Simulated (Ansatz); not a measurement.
**Phonon-limited resistivity of YSi2 (computed with Ansatz 0.2.0)**

Space group P6/mmm (No. 191), 3 atoms in the cell of the first input below: a = 4.075 Å, b = 4.075 Å, c = 3.883 Å, α = 90.00°, β = 90.00°, γ = 120.00°.

The cell was built from a prototype of a structure type listed for this compound, relaxed without spin–orbit coupling to zero pressure (pressure 0.0 GPa with this functional, without spin–orbit coupling). Functional: PBEsol.

Input:

```yaml
crystal:
  lattice:
    - [4.0751285131, 0.0, 0.0]
    - [-2.0375642566, 3.529164816, 0.0]
    - [0.0, 0.0, 3.8832122622]
  atoms:
    - { symbol: "Y", position: [0.0, 0.0, 0.0] }
    - { symbol: Si, position: [0.3333333333, 0.6666666667, 0.5] }
    - { symbol: Si, position: [0.6666666667, 0.3333333333, 0.5] }
basis:
  ecutwfc: 420
  ecutrho_ratio: 4
kpoints:
  mp_grid: { grid: [10, 10, 10] }
hamiltonian:
  xc: pbesol
scf:
  occupations: { method: methfessel_paxton, width: 0.2 }
output: {}
phonons:
  supercell: [2, 2, 2]
  qpath:
    path:
      - [[0.0, 0.0, 0.0], [0.5, 0.0, 0.0], [0.33333333, 0.33333333, 0.0], [0.0, 0.0, 0.0], [0.0, 0.0, 0.5], [0.5, 0.0, 0.5], [0.33333333, 0.33333333, 0.5], [0.0, 0.0, 0.5]]
      - [[0.5, 0.0, 0.5], [0.5, 0.0, 0.0]]
      - [[0.33333333, 0.33333333, 0.5], [0.33333333, 0.33333333, 0.0]]
    npoints: 6
  electrical_resistivity: { mesh: [20, 20, 20], temperatures: [50, 100, 200, 300, 500] }
  superconductivity: { mesh: [20, 20, 20], eliashberg_equations: false }
```

```bash
ansatz run input.yaml --threads 8 --pin off --max-ram 15360MiB --backend cpu --events-out ev --progress --plain --runs-dir out
```

Time: 58 s on 8 threads of AMD EPYC 9R45 96-Core Processor (Zen 5) (shared host), peak memory 3.2 GiB.

λ_tr,xx from the finest mesh down: 1.444, 1.348, 1.036. The next coarser mesh moves the resistivity at 300 K by 11 % along the axis that moves most.

The run gives λ_tr,xx = 1.444 and a Drude plasma energy ħω_p,xx = 7.66 eV.

**Question.** Estimate the resistivity along x at 300 K from the high-temperature formula.

**Answer.** ħ/τ = 2π λ_tr k_B T = 0.2346 eV and ρ = 1/(ε0 ω_p² τ) = 29.73 μΩ cm. The Boltzmann solution gives 25.65 μΩ cm, so the estimate is 16 % high; λ_tr itself still moves by 7 % between the two finest meshes.

```csv
T (K),ρ_xx (μΩ cm),ρ_zz (μΩ cm),"formula, xx","R_H, field along x (10⁻¹¹ m³/C)","R_H, field along z (10⁻¹¹ m³/C)"
50,1.97,3.01,4.95,-25.2,10.6
100,6.60,10.35,9.91,-19.8,7.02
200,16.41,26.40,19.82,-17.6,5.98
300,25.65,41.39,29.73,-17.2,5.9
500,42.83,68.71,49.55,-17.2,5.98
```

The sign of R_H depends on the direction of the field, so it shows no single kind of carrier. At 300 K the next coarser mesh moves R_H by up to 4 %.

At 50 K the solution is 0.4 times the linear formula, and at 500 K 0.86 times. The formula is meant for temperatures above the phonon energies and for bands that vary little within k_B T.

Caveats: a λ_tr over 1 leans on low phonons, which a supercell of eight cells or fewer samples poorly, so it can be far off; not converged in the fine mesh; small supercell, couplings not converged in it.

Resistivity rises steeply at low temperature and almost linearly above 200 K, as expected once most phonon modes are thermally populated. At 50 K the stiffer modes are frozen out and the remaining long-wavelength phonons scatter mainly through small angles, so the linear formula overestimates the resistivity. Its excess hardly changes between 300 and 500 K, which suggests that frozen phonons are no longer the main cause. Probably the full solution lowers the resistivity by letting long-lived states carry more of the current.

Conduction is easier in the plane of the silicon honeycomb layers than across them at every temperature. The nearly constant ratio points to anisotropic Fermi velocities more than to direction-dependent scattering. The opposite Hall signs fit a Fermi surface with both electron-like and hole-like curvature, so neither coefficient gives a carrier density directly.

Real yttrium disilicide of this structure type is usually silicon-deficient; vacancies would add residual resistivity and could shift the Hall balance, which the ideal stoichiometric crystal cannot show.
